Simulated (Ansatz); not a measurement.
# Zone-centre optical modes A2'' and E' of WC (WC-type) under uniaxial strain along c, from LDA linear response

In WC each tungsten atom sits in a trigonal prism of six carbon atoms, held by strong, partly covalent bonds in a metallic crystal. With one W and one C per cell there are three optical modes at the zone centre: A2'', in which the two sublattices move against each other along c, and the pair E', in which they do so within the basal plane. We calculated how these frequencies change when the crystal is stretched or compressed along c with its other edges free. Such a calibration is needed to turn the shift of a vibrational line into a strain. Shifts are counted from the unstrained crystal at the same LDA level; no measured frequencies are compared here.

## Set-up

One crystal, WC (WC-type) (known phase). It was then strained (uniaxial, along c) with the free edges and the atoms relaxed; labels give the mode at rest and under strain. The structures stem from measured cells of the Crystallography Open Database, directly or through a relaxation at another level; the cell at rest and its atoms were relaxed at zero pressure, the strained cells with the length along c held fixed, inside the symmetry of the start, with no thermal or zero-point expansion. Program: Ansatz 0.2.0, plane waves, LDA, the program's earlier default PAW potentials, scalar-relativistic without spin-orbit coupling, no spin polarisation. Wave-function cutoff 420 eV (the default for the potentials of each cell); on the k meshes (Γ-centred) the least product of divisions and cell-vector length runs from 43 to 47 Å. Occupations: methfessel-paxton smearing of 0.2 eV. Harmonic modes at natural masses come from linear response (density functional perturbation theory), with the acoustic sum rule imposed.

Notes on method and selection:

- Harmonic values at the static lattice; measured values carry thermal expansion and anharmonic shifts at their temperature.
- Modes are followed from row to row by the overlap of their patterns; levels that are degenerate at rest are joined across zero strain by their slopes.
- In cells without a Kohn-Sham gap the frequencies depend on k mesh and smearing; errors of a few per cent are possible.
- Spin-orbit coupling is left out; it matters most with heavy elements (here W).
- Runs that did not converge, have known faults, used another set of PAW files or may not be shown are not listed.

Columns:

- uniaxial strain (%): uniaxial strain along c, tension positive.
- stress (GPa): stress along the strain, tension positive.
- free-edge strain (%): strain of the first free edge.
- second free edge (%): strain of the second free edge.
- A2'' (cm⁻¹): zone-centre mode A2'', no LO-TO term.
- E' (cm⁻¹): zone-centre mode E', no LO-TO term.

## Table of results

| member | uniaxial strain (%) | stress (GPa) | free-edge strain (%) | second free edge (%) | A2'' (cm⁻¹) | E' (cm⁻¹) |
| --- | --- | --- | --- | --- | --- | --- |
| −4.0 % | −4 | −41.29 | 0.86 | 0.86 | 662.4 | 670.7 |
| −3.0 % | −3 | −30.03 | 0.64 | 0.64 | 647.8 | 660.1 |
| −2.0 % | −2 | −19.51 | 0.42 | 0.42 | 633.5 | 648.7 |
| −1.0 % | −1 | −9.57 | 0.20 | 0.20 | 618.5 | 637.3 |
| +0.0 % | 0 | 0.00 | 0.00 | 0.00 | 601.3 | 626.6 |
| +1.0 % | 1 | 9.21 | −0.19 | −0.19 | 581.8 | 616.9 |
| +2.0 % | 2 | 18.00 | −0.37 | −0.37 | 560.5 | 608.0 |
| +3.0 % | 3 | 26.36 | −0.54 | −0.54 | 537.8 | 599.2 |
| +4.0 % | 4 | 34.26 | −0.70 | −0.70 | 514.6 | 589.7 |

Least-squares fits to the whole series, with x = uniaxial strain (%); R² and errors in the fitted variable (y, or ln y where the fit is in ln y):

| y | members | fit | R² | rms residual | leave-one-out rms | the same for the mean of the others |
| --- | --- | --- | --- | --- | --- | --- |
| E' (cm⁻¹) | 9 | y = 628.6 − 10.14 x | 1.00 | 1.3 | 1.8 | 29 |
| A2'' (cm⁻¹) | 9 | y = 595.4 − 18.40 x | 0.99 | 4.6 | 6.5 | 54 |

## The trend and its physics

Both modes fall in every step from −4 % to +4 %, A2'' by 147.8 cm⁻¹ in all and E' by 81.0 cm⁻¹. The E' pair does not split, because strain along c keeps the threefold axis. What opens is the gap between E' and A2'', from 8.3 cm⁻¹ at −4 % through 25.3 at rest to 75.1 at +4 %.

The simplest model takes three steps.

1. At the zone centre all W atoms move together, and so do all C atoms. Only forces between W and C count, and the energy per cell for a relative displacement u is ½Ku².
2. With the reduced mass μ of the W–C pair, this gives μω² = K. Strain does not alter μ.
3. K is assumed linear in the strain x (in %), with the free edges following: K = K₀ + K₁x.

Hence ω² = A + Bx, with A = K₀/μ and B = K₁/μ, two parameters for each mode.

The sign of B follows from the bond length d, where d² = c²/4 + a²/3. The edges a and c are nearly equal in WC, so +1 % along c, with −0.19 % along a, lengthens the bond by about (3 × 1 − 4 × 0.19)/7 = 0.32 %. Longer bonds are usually weaker, so B is expected to be negative.

Bond stretching alone does not explain why A2'' responds more strongly. If each bond were a simple spring k, K would be 3kc²/(2d²) for A2'' and ka²/d² for E'. A2'' would then lie above E', and tension, which raises c/a, would lift it further above. The table shows the reverse on both counts. Forces that resist bending, longer W–C pairs and the response of the metallic electrons may all contribute, so each mode keeps its own A and B.

## The model against the table

We fix the model on the members −2.0 % and +2.0 % and calculate the crystal at rest and the two ends of the series. Frequencies are in cm⁻¹, their squares in cm⁻².

For A2'' the squares are 633.5² = 401322 and 560.5² = 314160, so

- A = (401322 + 314160)/2 = 357741
- B = (314160 − 401322)/4 = −21790.5 per %

The three chosen members follow:

- −4.0 %: 357741 + 4 × 21790.5 = 444903 and √444903 = 667.0; table 662.4, miss +4.6
- +0.0 %: √357741 = 598.1; table 601.3, miss −3.2
- +4.0 %: 357741 − 4 × 21790.5 = 270579 and √270579 = 520.2; table 514.6, miss +5.6

For E' the squares are 648.7² = 420812 and 608.0² = 369664, so

- A = (420812 + 369664)/2 = 395238
- B = (369664 − 420812)/4 = −12787 per %

and

- −4.0 %: 395238 + 4 × 12787 = 446386 and √446386 = 668.1; table 670.7, miss −2.6
- +0.0 %: √395238 = 628.7; table 626.6, miss +2.1
- +4.0 %: 395238 − 4 × 12787 = 344090 and √344090 = 586.6; table 589.7, miss −3.1

Over all seven members not used to fix it, the model has an rms miss of about 3.6 cm⁻¹ for A2'' and 2.1 for E'. Predicting each member by the mean of the others misses by 54 and 29. For E' the fitted straight line in ω itself, with a leave-one-out rms of 1.8, is as simple and slightly closer.

## Residuals

Largest departures from the fit to the whole series:

| member | E' (cm⁻¹) | fit | computed − fit | in rms residuals |
| --- | --- | --- | --- | --- |
| +0.0 % | 626.6 | 628.6 | −2.0 | 1.5 |
| +4.0 % | 589.7 | 588.0 | +1.7 | 1.2 |
| +1.0 % | 616.9 | 618.5 | −1.6 | 1.2 |
| −4.0 % | 670.7 | 669.2 | +1.5 | 1.2 |

The misses of the model linear in ω² also have a pattern. For A2'' it is too high at both ends, by 4.6 and 5.6 cm⁻¹, and too low at rest by 3.2. For E' the signs are reversed: too low at the ends by 2.6 and 3.1, too high at rest by 2.1. The assumption that fails is the third, that K is linear in strain. A2'' needs a negative quadratic term and E' a smaller positive one.

The free edges are not quite linear either. They move by 0.86 % at −4 % but only 0.70 % at +4 %, so the volume changes somewhat more per step in tension. That would steepen the softening of both modes and therefore cannot account for the opposite curvature of E'.

All these misses are about 1 % of the frequency or less, while k mesh and smearing can shift the modes of a metal by a few per cent. From −3 % on, A2'' falls faster with every step, which argues against random scatter, but a smooth numerical error remains possible as the bands move through the Fermi level. We therefore attach no electronic cause to the curvature.

## Conclusions and limits

Between −4 % and +4 %, two parameters per mode are enough for a strain gauge. By symmetry only E' appears in first-order Raman scattering. Near rest it shifts by (616.9 − 637.3)/2 = −10.2 cm⁻¹ per % of strain, or (616.9 − 637.3)/(9.21 + 9.57) = −1.09 cm⁻¹ per GPa of tension. This holds for free edges; a film clamped in the plane responds differently.

Of the errors whose size we can estimate, none exceeds the spread of the table. The largest uncertainty we can estimate is that of mesh and smearing, of either sign and roughly 20 cm⁻¹, which for E' equals about 2 % of strain. The PAW potentials were made for PBE but used here with LDA, which adds an error of unknown sign and size. Warming usually lowers such modes, by roughly 10 cm⁻¹ or less at room temperature. The zero of the gauge should therefore be a measured line of unstrained WC, with only the slope taken from the calculation. This removes a constant offset, but not a numerical error that changes with strain.
